## The d-band formula for CO on Cu(111), solved with six orbitals

CO meets wiring metals as a by-product of carbonyl precursors. In Blyholder's picture (1964) the filled $5\sigma$ orbital of CO donates to the metal and the metal back-donates into the empty $2\pi^*$ pair. Hammer, Morikawa and Nørskov (1996) wrote the d-band part of this bond as a formula.

### Model

Place CO upright on one Cu atom, assume axial symmetry, and collapse the d band to one level $\varepsilon_d$. Energies are in eV from the Fermi level, and the CO levels include their shift by the sp band. $5\sigma$ couples only to $d_{z^2}$, and the $2\pi^*$ pair to $d_{xz}$, $d_{yz}$: three independent $2\times2$ problems. The energy is the sum of occupied one-electron levels.

For two levels with gap $\Delta>0$, mean $\bar\varepsilon$, overlap $S>0$ and Hamiltonian element $H_{12}$, define $V=H_{12}-S\bar\varepsilon<0$. With $E$ counted from $\bar\varepsilon$, the secular equation is $E^2-\Delta^2/4=(V-SE)^2$, so

$$E_\pm=\frac{-SV\pm W}{1-S^2},\qquad W=\sqrt{V^2+(1-S^2)\Delta^2/4}.$$

The shifts $\delta_\pm=E_\pm\mp\Delta/2$ are, to second order in $V$ and $S$,

$$\delta_\pm\approx -SV\pm\frac{V^2}{\Delta}\pm\frac{S^2\Delta}{4}.$$

The term $-SV>0$ is Pauli repulsion; $\pm V^2/\Delta$ is hybridisation.

### Filling

Give each d-like spin orbital the occupation $f$ (a band average; $f=1$ assumed for Cu). With $\Delta_\pi=\varepsilon_{2\pi}-\varepsilon_d$ the d-like level is the lower one, in two orbitals and two spins. With $\Delta_\sigma=\varepsilon_d-\varepsilon_{5\sigma}$ it is the upper one. The exact result of the model is

$$E_d=4f\,\delta_-^{\pi}+2\left(\delta_-^{\sigma}+f\,\delta_+^{\sigma}\right).$$

Inserting the expansion and dropping $S^2\Delta/4$ gives the general formula:

$$E_d\approx-4f\left[\frac{V_\pi^2}{\Delta_\pi}+S_\pi V_\pi\right]-2\left[(1-f)\frac{V_\sigma^2}{\Delta_\sigma}+(1+f)S_\sigma V_\sigma\right].$$

At fixed $V$, $S$, $f$ the slope is

$$\frac{dE_d}{d\varepsilon_d}=-2f\left(1-\frac{\Delta_\pi}{2W_\pi}\right)+(1-f)\left(1-\frac{\Delta_\sigma}{2W_\sigma}\right),$$

while the formula gives $-4fV_\pi^2/\Delta_\pi^2+2(1-f)V_\sigma^2/\Delta_\sigma^2$. At $f=1$ the $\sigma$ energy is $-4S_\sigma V_\sigma/(1-S_\sigma^2)$, purely repulsive and independent of $\varepsilon_d$. The slope is then negative whenever $S_\pi\Delta_\pi<2|V_\pi|$: a higher d-band centre binds more strongly.

### Numbers

Assumed inputs for CO/Cu(111): $\varepsilon_d=-2.7$, $\varepsilon_{2\pi}=+2.5$, $\varepsilon_{5\sigma}=-7.0$, $V_\pi=-1.2$, $V_\sigma=-1.6$ eV, $f=1$, and $S=-\alpha V$ with $\alpha=0.06$ eV$^{-1}$. Then $\Delta_\pi=5.2$ eV, $\Delta_\sigma=4.3$ eV, $S_\pi=0.072$, $S_\sigma=0.096$. The upper $\sigma$ level lies at $-2.00$ eV and the upper $\pi$ level at $+2.86$ eV, consistent with the assumed filling.

| | formula | exact in model |
|---|---|---|
| $\pi$ channel (eV) | $-0.76$ | $-0.74$ |
| $\sigma$ channel (eV) | $+0.61$ | $+0.62$ |
| $E_d$ (eV) | $-0.15$ | $-0.12$ |
| slope (eV/eV) | $-0.21$ | $-0.18$ |

The formula's $\pi$ entry is $-1.11$ eV of back-donation plus $0.35$ eV of repulsion.

### Comparison

Each channel is reproduced well, but $E_d$ is a small remainder of large terms, and the formula misses it by $0.03$ eV. The main neglected $\pi$ terms partly cancel: $-S_\pi^2\Delta_\pi=-0.03$ eV and the fourth-order $+4V_\pi^4/\Delta_\pi^3=+0.06$ eV, the latter half the size of the exact $E_d$. The sign of the slope survives. Raising $\varepsilon_d$ by an assumed $0.2$ eV, as strain or alloying might, lowers $E_d$ by $37$ meV exactly and by $44$ meV in the formula; real strain also changes $V$ and $S$.

These numbers are the model's, not copper's. $E_d$ omits the sp contribution, so as an adsorption energy it underbinds by roughly $0.4$ eV against a typical $-0.5$ eV for CO on Cu(111). The formula serves for trends between surfaces on which the sp part is similar.